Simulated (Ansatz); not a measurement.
## A series in volume scale on V

Plane-wave DFT, scalar-relativistic PAW made under PBE with cores redone for the functional, no dispersion; the given relaxed cell is scaled uniformly, energy at zero smearing counts from the unscaled cell, pressure at the given Fermi-Dirac smearing is positive in compression. The results are calculated, by Ansatz 0.2.0.

The cell before it is scaled or strained (space group P6_3/mmc, No. 194):
```
cell vectors (Å)
   2.5446     0.0000     0.0000
  -1.2723     2.2037     0.0000
   0.0000     0.0000     9.2062
atoms (fractions of the cell vectors)
V   1.00000  1.00000  0.00000
V   1.00000  0.00000  0.50000
V   0.33333  0.66667  0.25000
V   0.66667  0.33333  0.75000
```

Settings of every row: spin polarised no; functional LDA; wave cutoff 420 eV; smearing width 0.1 eV; k mesh 16x16x4.

Atom starting moment: 0 on all atoms.

Limits: the cell comes from a prototype or a list of computed structures and needn't be the stable phase.

| row | volume scale | V (Å³/atom) | pressure (GPa) | energy change per atom (meV) |
| --- | --- | --- | --- | --- |
| 1 | 0.88 | 11.357 | 32.12 | 137.77 |
| 2 | 0.92 | 11.874 | 19.36 | 56.53 |
| 3 | 0.96 | 12.39 | 8.8 | 12.74 |
| 4 | 1.04 | 13.422 | ? | ? |
| 5 | 1.08 | 13.939 | -13.12 | 47.09 |
| 6 | 1.12 | 14.455 | -18.02 | 98.73 |

Question: what pressure and energy change per atom should row 4 give?

Worked fit of pressure. Take u = (V_r/V)^(2/3) − 1 with V_r = 12.39 Å³ an atom, which is twice the finite (Eulerian) strain; such expansions in the strain, on which the Birch-Murnaghan equation of state is built, carry the rest volume and the bulk modulus. The shown rows have u = 0.05975, 0.02876, 0, -0.07553, -0.09766. Least squares give pressure = 8.809 + 346.15 × u + 733.7 × u² GPa; a straight line predicts inner rows, each left out in turn, worse (root mean square 1.9 against 0.034 GPa). The rows lie off it by 0.01, -0.01, -0.01, 0.03, -0.02. The pressure vanishes at u = -0.0270, or V = 12.91 Å³ an atom, and there the bulk modulus at fixed shape and fractions is B = −V dP/dV = (2/3)(1 + u) dP/du = 199 GPa. Letting shape and atoms relax would as a rule lower it, by much in layered, chain or molecular crystals. The withheld row has u = -0.05194, so the fit gives 8.809 + 346.15 × (-0.05194) + 733.7 × (-0.05194)² = -7.19 GPa.

The calculation gave -7.16 GPa. The fit lies 0.03 GPa (0.06 % of the column's range) below it; its largest miss of a shown row is 0.03 GPa.

Worked fit of energy change per atom. Take u = (V_r/V)^(2/3) − 1 with V_r = 12.39 Å³ an atom, which is twice the finite (Eulerian) strain; such expansions in the strain, on which the Birch-Murnaghan equation of state is built, carry the rest volume and the bulk modulus. The shown rows have u = 0.05975, 0.02876, 0, -0.07553, -0.09766. Least squares give energy change per atom = 12.767 + 966.96 × u + 18885.8 × u² meV; a straight line predicts inner rows, each left out in turn, worse (root mean square 50 against 0.48 meV). The rows lie off it by -0.20, 0.33, -0.03, -0.38, 0.27 (root mean square 0.27 meV). The withheld row has u = -0.05194, so the fit gives 12.767 + 966.96 × (-0.05194) + 18885.8 × (-0.05194)² = 13.49 meV.

The calculation gave 12.94 meV. The fit lies 0.55 meV (4.3 % of the value, 0.44 % of the column's range) above it; its largest miss of a shown row is 0.38 meV.
